The task is to estimate with pencil and paper how much room an atom of a 4d metal takes up in the diamond structure, and how strongly that crystal resists compression. The first quantity is the volume per atom $V$. The second is the bulk modulus $B$, the pressure needed per relative loss of volume. The table gives both from density-functional theory with the BLYP functional. In nature these metals take other structures, so the rule reproduces calculated values for a model crystal, not the volumes and stiffnesses of the real metals. Its constants also belong to this functional, which tends to make transition metals too large and too soft, and which was run here on PAW datasets made for PBE. Among the runs behind the table, only that of Pd allowed spin polarisation, and it gave a magnetic moment; in the other rows the zero moment was imposed.

Period 5 metals in the diamond structure, calculated with Ansatz 0.2.0 using density-functional theory with the BLYP functional, scalar-relativistic PAW, a plane-wave cutoff of 420 eV and Fermi-Dirac smearing. The volume, bulk modulus and its pressure derivative come from equation-of-state fits to energies extrapolated to zero smearing.

| element | Z | valence electrons | smearing width | k mesh | volume per atom, BLYP (Å³) | bulk modulus, BLYP (GPa) | bulk modulus pressure derivative, BLYP | largest site moment, BLYP (μB) |
| --- | --- | --- | --- | --- | --- | --- | --- | --- |
| Rb | 37 | 1 | 0.1 eV | 6×6×6 | 166.75 | 0.769 | 3.74 | 0.00 |
| Sr | 38 | 2 | 0.1 eV | 6×6×6 | 133.02 | 2.04 | 3.53 | 0.00 |
| Y | 39 | 3 | 0.1 eV | 8×8×8 | 53.56 | 3.18 | -4.60 | 0.00 |
| Zr | 40 | 4 | 0.1 eV | 14×14×14 | 33.25 | 29.9 | 5.70 | 0.00 |
| Nb | 41 | 5 | 0.1 eV | 10×10×10 | 27.47 | 57.8 | 4.28 | 0.00 |
| Mo | 42 | 6 | 0.1 eV | 11×11×11 | 24.22 | 94.8 | 4.05 | 0.00 |
| Ru | 44 | 8 | 0.1 eV | 11×11×11 | 21.21 | 143 | 4.79 | 0.00 |
| Rh | 45 | 9 | 0.1 eV | 11×11×11 | 22.05 | 109 | 5.29 | 0.00 |
| Pd | 46 | 10 | 0.05 eV | 10×10×10 | 26.03 | 56.6 | 5.51 | 0.43 |
| Ag | 47 | 11 | 0.1 eV | 10×10×10 | 32.45 | 23.6 | 5.59 | 0.00 |
| Cd | 48 | 12 | 0.1 eV | 9×9×9 | 44.35 | 5.99 | 4.69 | 0.00 |
| In | 49 | 3 | 0.1 eV | 9×9×9 | 42.41 | 13.1 | 4.32 | 0.00 |

Let $N = Z - 36$, where $Z$ is the atomic number. $N$ counts the electrons that an atom has beyond the krypton core. It equals the column of valence electrons except for In, where that column omits the filled 4d shell.

**(a) Why does the volume fall and then rise between Zr and Ag? Estimate it for Zr and Rh from $V \approx 21 + (N-7.5)^2$, in Å³.**

*Solution.* Consider the limiting cases first. An empty d band has no electrons to bind with. In a full one the bonding and antibonding states are all occupied, and their effects cancel. In between, electrons fill first the bonding half and then the antibonding half, so the bond strength varies roughly as $f = n(10-n)$. Here $n$ is the number of d electrons, about $N-1$, since roughly one electron sits in s and p states.

The molecules N₂, O₂ and F₂ show the second half of this course in a simpler system. Each step adds antibonding electrons, and the bond grows longer. The analogy explains why the volume rises again, but not where it turns. In the molecules the turn comes exactly when the bonding levels are full, whereas in the table Ru is smaller than the half-filled case, Mo.

A likely cause of the shift to the right is the growing nuclear charge. It contracts the d shells along the row, so the atoms can move closer even after the bonding has passed its best. Tc, between Mo and Ru, is missing from the table, so the exact turning point is not located. A parabola with its lowest point beyond half filling describes the result. Its constants are rounded from a least-squares fit to the seven rows from Zr to Ag, so both worked rows helped to set them.

For Zr, $N = 4$ and $V \approx 21 + 3.5^2 = 33.25$ Å³. This equals the table's value, an accident of the rounding. For Rh, $N = 9$ and $V \approx 21 + 1.5^2 = 23.25$ Å³, about 5% above the table's 22.05 Å³.

**(b) How steeply does the bulk modulus fall as the volume grows? Estimate it for the same two metals.**

*Solution.* Let $r$ be the distance between neighbours. Take a d-band attraction that fades as $r^{-5}$ and a repulsion that fades as $r^{-10}$, with constants $C$ and $A$:

$$E = A\,r^{-10} - C f\,r^{-5}.$$

At equilibrium the slope is zero, so $C f\,r^{-5} = 2A\,r^{-10}$, and the binding energy is $A\,r^{-10}$. The bulk modulus is proportional to this energy divided by the volume. Suppose that $A$ is the same for all the metals and only the bond strength $f$ changes. Since $V$ grows as $r^3$,

$$B \propto \frac{r^{-10}}{V} \propto V^{-10/3-1} = V^{-13/3}.$$

A stronger bond thus acts twice: it raises the binding energy and packs that energy into a smaller volume. If instead $f$ were the same for all and only the repulsion $A$ changed, the same steps would give $V^{-8/3}$. A fit of $B$ against $V$ over the same seven rows gives an inverse power of $3.7 \pm 0.3$, between the two cases. The fourth power is within the uncertainty of the fit and needs only two squarings:

$$B \approx 150\left(\frac{21}{V}\right)^4 \text{ GPa}.$$

For Zr the ratio is $21/33.25 = 0.63$. Squaring gives 0.40, and squaring again gives 0.16, so $B \approx 24$ GPa. The table has 29.9 GPa, and the estimate is 20% too low. For Rh the ratio is 0.903 and its fourth power 0.67, so $B \approx 100$ GPa, 8% below the table's 109 GPa.

**(c) How accurate is the rule, and where does its range end?**

*Solution.* From Zr to Ag the estimated volume is within 6% of the table. The bulk modulus found from $N$ alone is within 9%, except for Zr. These figures flatter the rule, because the constants came from the same rows. When the power law is fitted without the row that it is to predict, it typically misses $B$ by about a fifth, even though it is given the table's own volume. An error in the estimated volume can come on top, so the margin to assume should be no smaller than that.

The errors also have a pattern. If the table's own volumes are put into the formula for $B$, the result is too low for Zr, Nb and Mo and too high from Ru to Ag, though for Ru by only 1%. Zr and Ag show it directly: Zr has the slightly larger volume and is nevertheless stiffer.

The model of part (b) suggests why. With a fixed repulsion $A$, its volume varies as $f^{-3/5}$, which makes Zr 11% larger than Mo. In the table Zr is 37% larger. Other exponents could enlarge the 11%, but none could separate Zr from Ru: both have $f = 21$, yet the volume of Zr is more than half as large again. Band filling alone is therefore not enough, and the contraction of the shells is the likely remainder. The same contraction may lie behind the pattern in $B$. Of two crystals with equal equilibrium volume, the model makes the one with the larger $A$ stiffer, because a stronger attraction must balance its stronger repulsion. Larger shells early in the row would mean a larger $A$, but the calculation does not separate this effect.

The limiting cases show where the rule must end. As the d band becomes empty or full, $f$ goes to zero and the model has no bond left, while a real crystal is still held by s and p electrons. On the left, Rb and Sr have more than twice the estimated volume. On the right, Ag still follows the parabola although its d shell is full, so there the rule is purely empirical. For Cd the volume is still fair, but the estimated bulk modulus is 68% too high. For In the parabola keeps rising, while the calculated volume drops slightly.

Y lies next to the range and is irregular in a way of its own. Its bulk modulus pressure derivative is negative, which means that the crystal softens when squeezed, whereas the model always stiffens. Its volume also depends on how the smearing of the electrons is treated: without the extrapolation to zero smearing it would be about 6% larger. The rule gives about three times its calculated bulk modulus, mainly because the estimated volume is 23% too small and enters to the fourth power. With the table's volume the formula is only 11% too high, but this agreement says little. The model of part (b) has a pressure derivative of 7 whatever the values of $A$ and $C$, so it cannot describe the softening. Even from Zr to Ag the table's mean is lower, 5.0.

The output printed after this text lists the estimates and errors row by row.

The analysis program printed:

```
Rule of thumb against the table:
  row   N  V rule (Å³)  V error (%)  B rule from N (GPa)  B error (%)  B rule from table V (GPa)  B error with table V (%)
   Rb   1        63.25       -62.07                1.823          137                    0.03773                    -95.09
   Sr   2        51.25       -61.47                4.229        107.3                    0.09318                    -95.43
    Y   3        41.25       -22.98                10.08        216.8                      3.545                     11.48
   Zr   4        33.25            0                23.87       -20.18                      23.87                    -20.18
   Nb   5        27.25      -0.8009                52.91       -8.468                      51.23                    -11.36
   Mo   6        23.25       -4.005                99.83         5.31                      84.78                    -10.57
   Ru   8        21.25       0.1886                143.1      0.04529                      144.1                    0.8021
   Rh   9        23.25        5.442                99.83        -8.41                      123.4                     13.22
   Pd  10        27.25        4.687                52.91       -6.527                      63.54                     12.27
   Ag  11        33.25        2.465                23.87        1.132                      26.31                     11.48
   Cd  12        41.25        -6.99                10.08        68.21                       7.54                     25.88
   In  13        51.25        20.84                4.229       -67.72                      9.018                    -31.16
Mean absolute error of the volume rule, Zr to Ag (%): 2.513
Mean absolute error of the bulk modulus rule from N, Zr to Ag (%): 7.153
fit of vol on 7 rows (d): constant 20.93 +/- 0.4, coefficient of x -0.2308 +/- 0.098, coefficient of x*x 0.9649 +/- 0.054; rms 0.478, worst Mo -0.773, leave-one-out rms 1.01
  rows outside the fit (model, value, miss): Rb 63.2, 166.8, -104; Sr 51.39, 133, -81.6; Y 41.51, 53.56, -12.1; Cd 39.43, 44.35, -4.92; In 48.85, 42.41, 6.44
fit of log(bmod) on 7 rows (d): constant 16.31 +/- 1.1, coefficient of log(vol) -3.726 +/- 0.33; rms 0.121, worst Ag 0.181, leave-one-out rms 0.181
  rows outside the fit (model, value, miss): Rb -2.757, -0.2627, -2.49; Sr -1.915, 0.7129, -2.63; Y 1.475, 1.157, 0.318; Cd 2.178, 1.79, 0.388; In 2.344, 2.573, -0.228
Power of 1/V in the bulk modulus from the d-bond model: 4.333
Pressure derivative of the bulk modulus from the d-bond model: 7
Mean pressure derivative in the table, Zr to Ag: 5.03
Volume ratio Zr to Mo from the d-bond model with fixed repulsion: 1.11
Volume ratio Zr to Mo in the table: 1.373
```
